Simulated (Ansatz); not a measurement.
**Ligand exchange: how K changes with temperature for C2Br2ClF3 + SiH3Br ⇌ C2HBrClF3 + SiH2Br2**

Gas-phase species: C2Br2ClF3 `FC(F)(Br)C(F)(Cl)Br`, singlet; SiH3Br `[SiH3]Br`, singlet; C2HBrClF3 (1-bromo-2-chloro-1,1,2-trifluoroethane) `FC(Cl)C(F)(F)Br`, singlet; SiH2Br2 (dibromosilane) `Br[SiH2]Br`, singlet. The partners trade Br for H: C–Br and Si–H bonds give way to C–H and Si–Br.

The electronic reaction energy at CCSD(T)/def2-TZVPP is -166.4 kJ/mol. Shapes: PBE0-D4/def2-TZVP. Flexible molecules stand in one conformer, not always the lowest. Programs: Ansatz 0.2.0. Enthalpy and entropy come from rigid-rotor, harmonic-oscillator sums on unscaled PBE0-D4/def2-TZVP wavenumbers, ideal gases at 1 bar; R ln 2 is added for the mirror twin of the chiral shape of C2Br2ClF3, C2HBrClF3. Symmetry numbers: C2Br2ClF3 1, SiH3Br 3, C2HBrClF3 1, SiH2Br2 2. R = 8.3145 J/(mol K).

```
T (K)  ΔH (kJ/mol)  ΔS (J/(mol K))
  800       -157.9            +8.0
 1100            ?               ?
 1400       -160.3            +5.7
```

Work out ln K at 800 and 1400 K, and from these estimate it at 1100 K.


1. 800 K: ΔG = -157.9 − 800 × (+8.0)/1000 = -164.3 kJ/mol; ln K = −ΔG/RT = +24.70.
2. 1400 K: ΔG = -160.3 − 1400 × (+5.7)/1000 = -168.3 kJ/mol; ln K = −ΔG/RT = +14.46.
3. Slope against 1000/T: (+14.46 − (+24.70))/(0.7143 − 1.2500) = +19.11, that is −ΔH/R with ΔH near -159 kJ/mol.
4. 1100 K: ln K = +24.70 + (+19.11) × (0.9091 − 1.2500) = +18.19.

The full sums give ΔH = -159.3 kJ/mol, ΔS = +6.5 J/(mol K), ΔG = -166.5 kJ/mol and ln K = +18.20 at 1100 K, so the line is off by -0.01 in ln K; without rounding the miss is -0.02, from the change of ΔH with temperature. The products are favoured over this whole range. An error of 10 kJ/mol in the energy moves ln K by 1.1 at 1100 K. Soft modes are treated as harmonic, which can err either way at these temperatures; the lowest are those of C2Br2ClF3 (62 cm⁻¹), C2HBrClF3 (71 cm⁻¹), SiH2Br2 (119 cm⁻¹). Other conformers aren't counted. Other reactions of these species are left aside. Relativity is left out for Br. Outer-core shells of Br are correlated, in sets that cover them unevenly.

Bromine ends up on silicon and hydrogen on carbon, and the preference is almost wholly enthalpic. Silicon is more electropositive than carbon, so its bond to bromine is more polar and stronger, while hydrogen binds more strongly to the compact orbitals of carbon than to the diffuse ones of silicon. Crowding by halogens in the starting ethane probably adds to the drive.

Because the exchange is exothermic, ln K falls from +24.70 to +14.46 on heating, even though ΔG becomes more negative: K follows ΔG/T, not ΔG alone. The entropy change is small, as expected when two molecules give two, and part of its positive sign comes from the lower symmetry number of dibromosilane. The slight decline of both ΔH and ΔS means that the products have the lower heat capacity, probably because the stiffer C–H vibrations are less thermally excited than the Si–H ones they replace.

An error of 10 kJ/mol would alter K noticeably but not the direction of exchange. Nothing here gives the barrier, and hence the rate.
